## Band edges of SnSe₂ from seven points of the Brillouin zone

In layered SnSe₂ the electron levels nearest the gap shift by tenths of an eV, and in places by a full eV, when the wave vector changes by a fraction of the zone. These shifts are as large as the gap itself. A band edge is therefore a statement about a place in the zone as much as about an energy.

Kohn–Sham levels of SnSe₂ (space group P-3m1) at selected k-mesh points, relative to the highest filled level on the full mesh, from Ansatz 0.2.0 with PBE and Ansatz PAW potentials. The calculation uses the structure as given, an 8×8×5 k mesh, a 420 eV wave cutoff and Gaussian smearing of 0.014 eV, without spin polarisation or spin–orbit coupling.

```tsv
point a (reciprocal cell vector)	point b (reciprocal cell vector)	point c (reciprocal cell vector)	level under 4 (eV)	level under 3 (eV)	level under 2 (eV)	level under 1 (eV)	level over 1 (eV)	level over 2 (eV)
0.0000	0.0000	0.0000	-0.698	-0.393	-0.393	-0.008	1.096	2.952
0.0000	0.0000	0.2000	-0.737	-0.737	-0.333	-0.333	1.757	2.958
0.0000	0.1250	0.0000	-1.271	-1.135	-0.144	0.000	2.118	3.640
0.0000	0.1250	0.4000	-1.738	-1.159	-0.880	-0.292	2.326	3.827
0.0000	0.3750	0.0000	-2.955	-2.499	-0.770	-0.249	1.357	3.933
0.0000	-0.5000	0.0000	-2.906	-2.679	-1.198	-0.306	1.157	3.802
0.2500	0.2500	0.0000	-3.575	-2.488	-1.862	-0.798	1.719	5.861
```

The three coordinates are fractions of the reciprocal cell vectors: the first two lie in the plane of the layers, the third points across them. Γ is the point (0, 0, 0) and M is (0, −1/2, 0). "Level under 1" is the highest filled level at a point and "level over 1" the lowest empty one. The columns are ordered by energy, so one column can pass from one band to another between rows.

### 1. At which point do filled and empty levels come closest?

They come closest at Γ, where the distance is 1.104 eV. This is also the smallest vertical gap on the full mesh, and so the lowest energy at which light alone could lift an electron in this calculation, if the interaction between electron and hole is left aside. Among the seven listed points, M follows with 1.463 eV.

The point (0, 1/8, 0) shows which side of the gap matters more here. Its highest filled level is as high as that at Γ to within a hundredth of an eV, yet its vertical gap is 2.118 eV. The difference comes from the empty level, which lies about 1 eV higher than at Γ.

### 2. Is the distance at Γ the band gap?

No. The band gap is the distance from the highest filled level anywhere to the lowest empty level anywhere, and the two may belong to different points. Within the seven rows this distance is 1.096 eV, but the full mesh of the same calculation gives 0.811 eV. The bottom of the conduction band therefore lies at a mesh point outside these rows, 0.285 eV below the empty level at Γ.

The gap is thus indirect: an electron that crosses it at the lowest energy must also change its wave vector, which in a crystal usually takes a lattice vibration. The larger number is the lowest vertical transition, but not necessarily a strong one. If the two levels at Γ have the characters assigned in question 4, symmetry allows it only for light polarised across the layers, so light falling on the face of the layers is expected to be absorbed strongly only at higher energy. Both gaps are PBE values, and this functional generally makes gaps too small.

### 3. Why do equal filled levels occur only in the first two rows?

These two points lie on the axis through Γ that runs across the layers. A rotation by 120° about this axis leaves both the crystal and the wave vector unchanged, and it turns the in-plane selenium orbitals $p_x$ and $p_y$ into mixtures of each other. Together with the mirror planes that contain the axis, this forces the two to share one energy, so they form pairs. At Γ such a pair lies at −0.393 eV; at (0, 0, 0.2) there are two.

At the other five points the wave vector singles out a direction in the plane and the pairs break up. Neighbouring filled levels in those rows are at least 0.136 eV apart. An orbital $p_z$, which points across the layers, has no partner under the rotation and gives single levels. The top filled level at Γ, at −0.008 eV, is such a single level, which fits an origin in selenium $p_z$.

### 4. Why does the gap widen so much across weakly bound layers?

From Γ to (0, 0, 0.2) the vertical gap grows from 1.104 to 2.090 eV, although only the phase between one layer and the next has changed. The single filled level at Γ sinks by at least 0.729 eV, since at the second point it lies below all four filled levels listed. The highest pair takes its place at the top and has itself moved by only 0.06 eV. The lowest empty level rises by 0.661 eV.

The direction of the orbitals explains the contrast. Each selenium atom sits over the hollow between three selenium atoms of the next layer, so the contact is tilted. The $p_z$ lobes point into the space between layers and meet these neighbours mostly head-on. For $p_x$ and $p_y$ the tilted contact has a head-on and a sideways part of opposite sign, which are expected to cancel largely in the sum over the three neighbours. In the single filled state at Γ, lobes of opposite sign meet, which is antibonding and pushes the level up. In the lowest empty state, which mixes tin $5s$ with selenium $p_z$, lobes of equal sign meet, which is bonding and pulls the level down.

A step along the third coordinate $c$ turns the phase from layer to layer by $360^\circ \times c$, here 72°. The in-phase part of the overlap shrinks to $\cos 72^\circ \approx 0.3$ of its value at Γ. The filled level loses most of its upward push and the empty level most of its downward pull, so they move apart. Away from Γ the two states may also mix and repel each other, which acts in the same direction; the energies alone do not separate the two effects.

This assignment of orbitals rests on symmetry and on the chemistry of the compound, while the table shows the shifts themselves. It leads to a simple rule for related layered crystals: levels built from orbitals that point into the space between layers respond strongly to the phase between layers and to their spacing, and levels built from in-plane orbitals are expected to respond much less, by an amount that depends on how the layers are stacked.

### 5. How light would an electron at Γ be?

A steep rise of the empty level away from its minimum means a light electron. For a free electron the energy is $\hbar^2k^2/2m_e$, with $k$ the distance in wave vector and $m_e$ the electron mass. Dividing this energy by the rise in the table gives an effective mass in units of $m_e$.

For the step from Γ to (0, 1/8, 0) the in-plane cell edge of 3.81 Å gives

$$k=\frac{1}{8}\cdot\frac{4\pi}{\sqrt{3}\times 3.81\ \text{Å}}\approx 0.24\ \text{Å}^{-1}.$$

With $\hbar^2/2m_e\approx 3.8$ eV Å², a free electron would gain about 0.22 eV over this distance. The level in the crystal gains 1.022 eV, so the mass, worked out before rounding, is about 0.21.

The same estimate across the layers gives 0.24, almost the same value. Over these two steps the empty level at Γ rises about as steeply across the layers as along them, which fits the strong contact between $p_z$ lobes in this unrelaxed cell, with its stress of 6.5 GPa across the layers. From M towards Γ, by contrast, the level rises by only 0.2 eV over the same in-plane distance, and the mass is about 1.1.

Each value comes from just two points a good way apart, so it is an average over the step and not the curvature at the bottom. In the plane the level has already turned down again by (0, 3/8, 0), so the band is far from a parabola and the masses at Γ itself are expected to be lighter than these values. Nor do these masses describe conduction at room temperature. Electrons collect at the true minimum, and a level 0.285 eV higher is populated less by a factor of the order of $10^5$.

### 6. Can hops between neighbouring tin atoms explain the in-plane shape?

The simplest picture of an empty band gives each tin atom one orbital and lets the electron hop to the six nearest tin atoms in the layer. The energy at the in-plane coordinates $a$ and $b$ is then

$$E=E_0+2t\,[\cos 2\pi a+\cos 2\pi b+\cos 2\pi(a+b)],$$

where $E_0$ is the energy without hopping and $t$ its strength. The bracket equals 3 at Γ and −1 at both M and (1/4, 1/4, 0). Whatever the two constants are, the last two points must have the same energy.

In the table they differ by 0.562 eV. The path from Γ to M fails as well: the bracket falls steadily along it, while the empty level first climbs by about 1 eV and then comes back to within 0.1 eV of its starting value. The picture fails in the shape of the band, and no choice of constants can repair that.

One likely reason is that the band does not belong to tin alone. It is an antibonding mixture of tin $5s$ and selenium $4p$, and the selenium part changes its form and its neighbours' phases with the wave vector. Another is the coupling between layers, which the picture leaves out although it is strong at Γ and may differ from one in-plane point to the next. A better model would include the selenium orbitals and the hops between layers; a few longer hops from tin to tin are not expected to reproduce so sharp a rise and fall on their own.

### 7. What would a sixth division across the layers change?

With five divisions the third coordinate takes the values 0, ±0.2 and ±0.4 and never reaches 1/2. That leaves out the point L, (0, 1/2, 1/2), at or near which the conduction minimum of bulk SnSe₂ is usually reported (a recalled result; the rows here do not locate it). An even number of divisions would include it.

The gain can be estimated if the minimum on the present mesh is taken to be at (0, 1/2, 0.4), the mesh point nearest to L. The empty level then falls from 1.157 eV at M to 0.811 eV there, that is by 0.346 eV. If it follows a cosine of the phase between layers, this fall covers the range from $\cos 0^\circ=1$ to $\cos 144^\circ\approx-0.81$. The remaining stretch to −1 is about a tenth as long and is worth a few hundredths of an eV.

The mesh gap is therefore probably slightly too large. On these assumptions the correction from the conduction side is small beside the 0.285 eV that would be lost by taking Γ for the conduction minimum. A valence top between the in-plane mesh points would narrow the gap further, and a sixth division across the layers does not test that.

### 8. Which digits can be trusted?

The equality of the pairs holds to the last digit, because symmetry enforces it as long as spin–orbit coupling is left out. Shifts of half an eV or more between points are also safe as a picture of the bands. The order of the two highest filled levels is not: (0, 1/8, 0) lies above Γ by only 0.008 eV, and the true maximum may sit between mesh points.

Two features of the calculation can easily overturn so small a difference. Spin–orbit coupling would split the selenium pairs by a few tenths of an eV (a rough, recalled size) and shift nearby levels. The structure is also not the equilibrium one for this functional: a force of about 0.8 eV/Å acts on each selenium atom along the direction across the layers, and the cell is under a pressure of several GPa. A change in selenium height alters the very contacts that set the $p_z$ levels at Γ.

For use outside this calculation, one decimal is a sensible limit for the gaps, and even that decimal describes PBE at this fixed structure. The third decimal is useful for comparing levels within the run, where it reveals which of them are equal by symmetry.
